Row 8 looks wrong. When germanium takes the place of silicon, the eighth-slowest mode drops from 547.8 to 447.0 cm⁻¹, a loss of 18 %, while most other rows lose less than 10 %. The exchanged atom, written *, sits at one end of the chain SiH₃–BH–*H₂Cl and carries the chlorine. Both molecules have the same conformer, so a turn about a bond isn't behind the drop.

Unscaled harmonic wavenumbers of SiH₃–BH–*H₂Cl with * = Si or Ge, computed with Ansatz 0.2.0 at the PBE0-D4/def2-TZVP level, at minima relaxed at the same level. All modes are listed in rising order and matched between the two molecules by that order alone, so a row can pair motions of different character.

```csv
mode,* = Si (cm⁻¹),* = Ge (cm⁻¹),Ge over Si
1,30.8,34.6,1.12
2,66.6,61.6,0.92
3,83.9,73.8,0.88
4,181.8,164.6,0.91
5,306.0,298.4,0.98
6,411.7,391.1,0.95
7,458.3,412.3,0.90
8,547.8,447.0,0.82
9,644.7,612.3,0.95
10,668.5,626.5,0.94
11,718.8,704.2,0.98
12,774.6,737.1,0.95
13,799.0,745.0,0.93
14,874.5,840.4,0.96
15,901.2,874.6,0.97
16,922.0,913.2,0.99
17,947.4,937.6,0.99
18,952.2,950.4,1.00
19,2191.1,2133.0,0.97
20,2202.6,2140.5,0.97
21,2213.4,2190.1,0.99
22,2213.8,2218.0,1.00
23,2221.8,2223.8,1.00
24,2637.6,2647.6,1.00
```

Two rough sizes are worth remembering. If germanium were only a heavier silicon, with every bond as stiff as before, a stretch of * against chlorine would lose about a fifth of its wavenumber. A stretch of * against hydrogen would lose about one per cent. The same change of mass thus has very different effects, depending on what the atom moves against.

## How far row 8 is out of line

The ratio in the last column tends to climb towards 1 from the slow modes to the fast ones. Most slow modes move the heavy skeleton, and * moves with it; in the fastest modes hydrogen does nearly all the moving. A straight line in the logarithm of the silicon wavenumber describes this climb with a typical miss of 0.02 in the ratio. It was fitted to all rows but 1 and 8: row 1 is too soft to be reliable, and row 8 is probably a stretch between two heavy atoms. The line is a yardstick, not a law.

By that yardstick row 8 should have a ratio of 0.95 instead of 0.82. It lies 75 cm⁻¹ too low, several times the typical miss. The output printed after this text gives the line and the other estimates used here.

## Why chlorine makes the mass count

As a first estimate, treat * and its partner as a pair on their own, without their other neighbours. Two such atoms vibrate with opposite momenta. The lighter one therefore moves further and carries more of the kinetic energy. Making an atom heavier slows the vibration only in so far as that atom takes part in the motion. For a bond of stiffness $k$ between * and a partner X, the wavenumber goes as

$$\tilde\nu \propto \sqrt{k\left(\frac{1}{m_*}+\frac{1}{m_{\mathrm X}}\right)},$$

where $m_*$ and $m_{\mathrm X}$ are the two atomic masses.

With hydrogen as the partner, $1/m_{\mathrm X}$ is so large that the term of * hardly matters. With chlorine the two terms are comparable: * carries somewhat more than half of the kinetic energy if it is silicon, and about a third if it is germanium. Keeping $k$ fixed and putting in the standard atomic weights of silicon, germanium and chlorine gives

$$\sqrt{\frac{1/72.6+1/35.5}{1/28.1+1/35.5}}=0.811,\qquad 0.811\times 547.8\ \mathrm{cm^{-1}}=444\ \mathrm{cm^{-1}}.$$

The computed row 8 of the germanium molecule is 447.0 cm⁻¹. This estimate has no adjustable constant, and row 8 had no part in the fitted line either.

The step from "row 8" to "chlorine stretch" is an argument, since a wavenumber doesn't show which atoms move. Si–Cl stretches are known to lie near 550 cm⁻¹ and Ge–Cl stretches between about 400 and 450 cm⁻¹. The table fits this: the germanium column is empty between 447.0 and 612.3 cm⁻¹, just where the silicon molecule has its row 8.

The close agreement still shouldn't be read as proof that the bond kept its stiffness. The table pairs modes by their order, and row 7 of the germanium molecule, at 412.3 cm⁻¹, is an equally good candidate for the Ge–Cl stretch. If it were the right one, the bond would have to be about 14 % softer than Si–Cl. The two modes may also share the stretch between them. In either pairing, the mass accounts for the larger part of the drop.

## A quieter break among the hydrogen stretches

Rows 19 and 20 fall by only about 3 %, and the fitted line doesn't mark them as unusual. The mass estimate does. For * against hydrogen it allows a loss of one per cent, so most of the fall needs another cause.

The pattern of the bands shows which bonds are involved. The silicon molecule has five Si–H bonds and, in rows 19 to 23, five stretches close together. The germanium molecule has three Si–H bonds and two Ge–H bonds, and its column splits in the same way: two modes near 2137 cm⁻¹, the mean of 2133.0 and 2140.5, and three from 2190 cm⁻¹ upwards.

With this assignment the Ge–H bonds must be softer than the Si–H bonds they replace, by 3 to 5 % in force constant. The range arises because it isn't known which two of the five silicon modes are the proper partners. The *–H distance also grows by 0.05 Å in the relaxed structures. That fits a softer bond but doesn't prove it, since germanium is the larger atom anyway. The usual chemical reason is that the valence orbitals of germanium are more diffuse and overlap less well with the small 1s orbital of hydrogen. The calculation leaves out scalar relativity, a small correction for germanium that could shift this percentage somewhat.

So the two breaks have different main causes. The chlorine stretch drops mostly because * is heavier, and the hydrogen stretches drop mostly because the bond is softer. The larger shift comes from the mass, but only where the moving partner is heavy too.

## A check that needs no assignment

Mass alone can never raise a mode in a list sorted by wavenumber. With the same forces, extra mass slows any motion in which it takes part and leaves the others as they were. Row 24, the B–H stretch by its position, nevertheless rises by 10 cm⁻¹. Germanium must therefore have changed the forces or the shape of the molecule as well, even at a bond to which it doesn't belong.

The balance for the whole molecule follows from the Teller–Redlich product rule. For a pure change of mass, it gives the product of all the ratios without asking which atoms move in which mode:

$$\prod_i\frac{\tilde\nu_i'}{\tilde\nu_i}=\left(\frac{m_*}{m_*'}\right)^{3/2}\left(\frac{M'}{M}\right)^{3/2}\left(\frac{I'}{I}\right)^{1/2}.$$

Here $M$ is the mass of the molecule, $I$ the product of its three principal moments of inertia, and the prime marks the heavier atom. The last two factors correct for the motion of the molecule as a whole, which isn't vibration.

At the silicon geometry the rule gives 0.48, while the computed ratios multiply to 0.37. Mass alone thus brings most of the overall fall, and a further factor of 0.79 is left for changed forces and shape. That factor is less certain than it looks, because a soft mode counts as much in the product as a stiff one. If row 1 of the germanium molecule lay at 44 instead of 34.6 cm⁻¹, mass would explain the whole product. Soft modes react strongly to the integration grid and to small residual forces, so this factor is no reliable measure of how far the bonds soften.

## What to do with this

Don't carry a silicon spectrum over to germanium with one common factor. First ask how much of each motion the exchanged atom carries. If the motion is mainly the stretch of one bond, apply the mass estimate to that bond. Whatever shift remains points to a change in stiffness or in the coupling to other motions, provided that the same motion is being compared in both molecules.

That condition matters when a band is to show which of the two molecules is present. Row 21 falls by 23 cm⁻¹ (2213.4 − 2190.1), yet this need not be the shift of any real vibration, because the sorted list may pair different Si–H bonds there. Before a band is used, look at the atomic displacements of the mode in both molecules. The chlorine stretch is the clearest sign of the exchange, since it moves by about 100 cm⁻¹ or more.

Expect measured bands a few per cent below these harmonic values. For the hydrogen stretches this offset is as large as the shift from Si–H to Ge–H, so a raw computed position can't tell the two apart. The difference between two computed stretches of the same kind is the safer guide, because much of the offset is common to both.

For entropies the warning concerns row 1. It rises from 30.8 to 34.6 cm⁻¹, against the trend, and such a small change in so soft a mode deserves no chemical explanation. The mode still weighs heavily in a harmonic entropy. Repeat it with a finer grid and a tighter geometry, and check whether a harmonic treatment is suitable at all, before comparing the two molecules.

Output of the analysis:

```
fit of r on 22 rows ((k > 1) & ~(k == 8)): constant 0.7815 +/- 0.033, coefficient of log10(w_Si) 0.06258 +/- 0.011; rms 0.0217, worst 7 0.0484, leave-one-out rms 0.0243
  rows outside the fit (model, value, miss): 1 0.8747, 1.123, -0.249; 8 0.9529, 0.816, 0.137
Rises from Si to Ge in rows 1, 22, 23, 24 (1/cm): 1 3.8, 22 4.2, 23 2, 24 10
Product of all 24 ratios Ge over Si, computed: 0.3743
Product of all 24 ratios for a pure mass change (product rule): 0.4761
Factor left for changed forces and shape: 0.7862
Row 1 of Ge that would let mass alone explain the product (1/cm): 44.01
Fall of row 8 from Si to Ge (1/cm): 100.8
Row 8 of Ge lies below the smooth line by (1/cm): 75
Diatomic mass factor for a stretch of * against Cl: 0.8111
Implied change of the force constant if Ge-Cl is row 8 (per cent): 1.212
Implied change of the force constant if Ge-Cl is row 7 (per cent): -13.89
Diatomic mass factor for a stretch of * against H: 0.9893
Implied change of the *-H force constant, partners Si rows 19 and 20 (per cent): -3.341
Implied change of the *-H force constant, partners Si rows 22 and 23 (per cent): -5.159
Lengthening of the *-Cl bond from Si to Ge (Angstrom): 0.1063
Lengthening of the *-H bonds from Si to Ge, mean of two (Angstrom): 0.05374
```
